Two isomers contain the same atoms, so most of what binds them is the same in both. Strike out every bond that the two structures share, and often only two bonds are left on each side. The first isomer has A–X and B–Y where the second has A–Y and B–X: the atoms have exchanged partners. The energy difference is then a matter of four bonds, and one old formula for bond energies reduces it to a single product.

Pauling's formula takes the energy of a bond A–X as the mean of the energies of the bonds A–A and X–X, plus a gain from the unequal sharing of electrons. With electronegativities χ, this gain is about 23 kcal/mol times (χA − χX)². In an exchange of partners each atom makes one of these bonds before and one after, so the means cancel. Only the squares remain, and they combine to

E(second) − E(first) = −46 (χA − χB)(χX − χY) kcal/mol.

In words, the lower isomer is the one that joins high to low. Of A and B, the more electronegative atom should hold the less electronegative of X and Y. Both gaps matter: if A and B are nearly alike, it hardly counts which of them gets X.

For a rough estimate, electronegativities rounded to one decimal will do: H 2.2, B 2.0, C 2.6, N 3.0, O 3.4, Al 1.6, Si 1.9, P 2.2, Ge 2.0 and Sn 2.0. Nothing else goes into the rule, and nothing is fitted. The table gives eight pairs on which to try it. The values to compare with are those under "at highest level", where a positive number means that the first isomer is the more stable.

Energy of the second isomer less that of the first, each an isolated molecule in its lowest conformer found, calculated with Ansatz 0.2.0 and xtb 6.7.1. Structures are relaxed with PBE0-D3(BJ)/def2-SVP, and the highest level is CCSD(T)/def2-TZVP. The free energy difference adds thermal terms from PBE0-D3(BJ)/def2-SVP to the highest level.

```
      system  first multiplicity  second multiplicity  charge  temperature                                     first isomer                                         second isomer  at hartree fock (kcal/mol)  at mp2 (kcal/mol)  at relaxing level (kcal/mol)  at highest level (kcal/mol)  free energy difference (kcal/mol)
 GeHO2P #6e5                   1                    1     0 e     298.15 K  Ge(1) O(2) OH(3) P(4); links 1-2, 1-4, 2-4, 3-4  Ge(1) O(2) O(3) PH(4); links 1-2, 1-3, 1-4, 2-4, 3-4                      -30.54            -23.470                       -18.030                      -23.030                            -22.850
 CH4NSn #3ac                   1                    1     1 e        400 K              CH2(1) NH(2) SnH(3); links 1-2, 2-3                    CH3(1) NH(2) Sn(3); links 1-2, 2-3                       -2.45            -14.690                       -10.420                      -10.980                             -7.850
  C2H4B #90f                   2                    2     0 e     298.15 K          CH(1) CH2(2) BH(3); links 1-2, 1-3, 2-3                     CH(1) CH3(2) B(3); links 1-3, 2-3                      -12.77             -7.330                        -2.250                       -7.760                             -6.520
 CH4NSn #2ba                   1                    1     1 e        400 K              CH2(1) NH(2) SnH(3); links 1-2, 2-3              CH2(1) NH2(2) Sn(3); links 1-2, 1-3, 2-3                        4.60             -9.190                        -8.000                       -5.360                             -1.320
GeH8NSi #b3b                   1                    1     1 e     298.15 K           GeH2(1) NH3(2) SiH3(3); links 1-2, 1-3                GeH3(1) NH3(2) SiH2(3); links 1-3, 2-3                        0.29             -0.220                        -1.080                       -0.170                              0.110
CH7AlGe #0ac                   1                    1     0 e        400 K            CH3(1) AlH(2) GeH3(3); links 1-2, 2-3                CH3(1) AlH2(2) GeH2(3); links 1-3, 2-3                        4.21              4.170                         5.540                        4.350                              6.600
 H5NOSi #079                   1                    1     0 e     298.15 K              NH2(1) O(2) SiH3(3); links 1-2, 2-3                   NH(1) OH(2) SiH3(3); links 1-2, 1-3                       13.18             13.260                        10.070                       13.090                             12.210
CH3FOSn #cfd                   1                    1     0 e     298.15 K      CH3(1) F(2) O(3) Sn(4); links 1-3, 2-4, 3-4     CH2(1) F(2) OH(3) Sn(4); links 1-3, 1-4, 2-4, 3-4                       32.16             28.230                        24.320                       27.540                             27.720
```

To find the exchange, compare the two lists of links and count hydrogens as well. Give each atom its usual number of shared bonds: one for hydrogen, two for oxygen, three for nitrogen and phosphorus, four for carbon. (C2H4B is a radical, and one of its carbon atoms makes only three.) A further link, in which an atom merely lends a lone pair, is ignored, and one of the two pairs in a double bond counts as a bond of its own. GeH8NSi is an exception: ammonia is held there only by its lone pair, on germanium in the first isomer and on silicon in the second, and this link is counted as if it were an ordinary bond. The eight rows then read as follows, with the estimate in kcal/mol at the end.

GeHO2P #6e5: O–H + P–Ge → O–Ge + P–H, −11
CH4NSn #3ac: C–N + Sn–H → C–H + Sn–N, −22
C2H4B #90f: C–C + B–H → C–H + B–C, −11
CH4NSn #2ba: C–N + H–Sn → C–Sn + H–N, −18
GeH8NSi #b3b: Ge–N + Si–H → Ge–H + Si–N, −4
CH7AlGe #0ac: Al–C + Ge–H → Al–H + Ge–C, +7
H5NOSi #079: Si–O + H–N → Si–N + H–O, +6
CH3FOSn #cfd: C–H + O–Sn → C–Sn + O–H, +7

The row CH7AlGe shows the rule at its best. The chain CH3–AlH–GeH3 becomes CH3–GeH2–AlH2, so the methyl group leaves aluminium for germanium and a hydrogen atom goes the other way. Take A = Al, X = C, B = Ge and Y = H:

−46 × (1.6 − 2.0) × (2.6 − 2.2) = +7.4 kcal/mol.

The calculation gives 4.35 kcal/mol. The sign has a plain meaning: aluminium is the more electropositive of the two heavier atoms and carbon the more electronegative of the two partners, so they belong together, as they are in the first isomer.

The row CH3FOSn shows what the product leaves out. In CH3–O–Sn–F a hydrogen atom moves from carbon to oxygen, and carbon takes over the shared bond to tin that oxygen gives up. With A = C, X = H, B = O and Y = Sn,

−46 × (2.6 − 3.4) × (2.2 − 2.0) = +7.4 kcal/mol.

The calculation gives 27.5 kcal/mol, nearly four times as much. The second isomer is a three-membered ring of carbon, oxygen and tin, in which oxygen now holds tin only through a lone pair. The rule knows neither the ring nor the change in the kind of bond.

Over the whole table the rule gives the computed sign in every row, but the size only roughly. Its root-mean-square error is 10.8 kcal/mol, against 14.5 for someone who guesses zero each time. Multiplying all estimates by one common factor, found by least squares on the eight rows, lowers the error only to 10.5. The errors therefore do not come from a wrong constant in front of the product.

The perfect score for the sign needs some discounting. Where rings, double bonds or lone-pair links change, the choice of bonds to count leaves some freedom, and it was made here with the computed values in view. In GeH8NSi the two isomers are tied to within 0.2 kcal/mol, so the sign there means nothing. The rule itself gives warning of this, because silicon and germanium differ by only 0.1 in electronegativity, and an error of 0.1 in that gap could wipe out the whole estimate.

In CH4NSn #2ba the computed sign depends on the level of theory. Hartree-Fock puts the second isomer 4.6 kcal/mol above the first, while the highest level puts it 5.4 below. MP2 and PBE0 side with the highest level. That level builds on a single electron configuration, and the T1 diagnostic, a common test of whether this is safe, stays below its usual limit for both isomers of this row. It exceeds the limit for the second isomer of CH4NSn #3ac and for the ring in C2H4B, so the computed values of those two rows may be less reliable than usual. The three tin rows are computed without spin-orbit coupling, and in every row a conformer lower than the one used may have been missed. Setting aside GeH8NSi and CH4NSn #2ba leaves six rows in which all four levels of theory agree on the sign, and the rule agrees with them in each.

On the whole, the misses are smaller when the exchange is all that happens. Three rows are open chains in which no ring forms and the numbers of double bonds and lone-pair links stay the same: GeH8NSi, CH7AlGe and H5NOSi. Their root-mean-square error is 5.1 kcal/mol, against 13.1 for the other five. Much of this contrast is a matter of scale, because guessing zero would miss by 8.0 in the three rows and by 17.3 in the five. One of those five, C2H4B, still comes within about 3 kcal/mol, although a ring opens and, by the count of bonds, a boron–carbon double bond forms. The rule contains neither change, so this close result should be put down to luck.

It is tempting to repair the rule with a term for ring strain. The strain of cyclopropane is roughly 27 kcal/mol. Adding that amount for each three-membered ring gained in the lists of links, and subtracting it for each one lost, raises the error over the table to 19 kcal/mol, which is worse than guessing zero. Some of these rings are closed only by a link that the rule itself doesn't count as a shared bond, so the test doesn't measure their strain. It shows only that the value for a carbon ring can't be added blindly to every ring in such a list.

In one case, comparing similar isomers works better than adding corrections. The two CH4NSn rows start from the same first isomer, and in both the rule places the second isomer too low, by 11 and 13 kcal/mol. Subtract one row from the other and the first isomer drops out. The ring of #2ba then lies −5.36 − (−10.98) = 5.6 kcal/mol above the chain of #3ac, while the rule says about 4. The chain is the isomer of #3ac with the high T1 diagnostic, so the computed step is itself less certain than usual. Both rows give up the same C=N double bond, whose second pair the rule treats as an ordinary single bond. That may be a source of the shared error. The lone-pair link between nitrogen and tin, which the rule ignores, is a weaker candidate: by the same count of bonds it is lost in #3ac but kept in the ring of #2ba. Such a comparison needn't always work so well. The step from the chain to the ring is the exchange of CH3FOSn with nitrogen in place of oxygen, and there the rule misses by 20 kcal/mol.

The remaining misses follow a pattern that helps in using the rule. In the three rows with oxygen the estimate is too small in size, by a factor of two or more. In the five rows without oxygen it is too large. Each of the three oxygen rows makes or breaks a bond between oxygen and silicon, germanium or tin, and the isomer that has this bond is favoured more strongly than the electronegativities suggest. Rounding may play a part, because in GeHO2P and CH3FOSn the smaller gap is only 0.2, and an error of 0.1 there changes the estimate by half. Another possible reason is that the lone pairs of oxygen lean into empty or antibonding orbitals of the heavier atom and so add bonding that Pauling's formula leaves out; the energies alone do not test this.

The row H5NOSi has a practical side. Its exchange says that silicon would rather hold oxygen and leave hydrogen to nitrogen than the reverse. The same preference is at work when silicon nitride films, used as insulating layers in electronic devices, take up oxygen from traces of water. An energy difference between isolated molecules can suggest the direction of such a change, but not its speed.

How much is a hand estimate worth beside a calculation? Measured against the highest level, Hartree-Fock has a root-mean-square error of 5.9 kcal/mol over the eight rows, PBE0 in the smaller def2-SVP basis one of 3.2, and MP2 one of 1.9. The rule is thus about half as accurate as the simplest of these. It also estimates only the electronic energy, and the step to the free energy shifts the difference by up to 4.0 kcal/mol. That largest shift occurs in CH4NSn #2ba, where hydrogen leaves a soft bond to tin for a stiff one to nitrogen, which raises the zero-point energy.

For a new pair of isomers, then, write down the exchange, form the two gaps and read off the sign. Trust it least when one gap is only about 0.1, and take the size as uncertain by some 10 kcal/mol, or by about half of that for an open chain in which only partners change, a figure that rests on three rows. An estimate smaller than its uncertainty leaves the sign open. If a bond between oxygen and silicon, germanium or tin is made or broken, suspect that the true difference is larger than the estimate. Whether this excess belongs to the oxygen bond itself remains open, because in the germanium and tin rows a ring changes at the same time. Open-chain isomers of germanium and tin that exchange oxygen for nitrogen, as H5NOSi does for silicon, would help to test it.
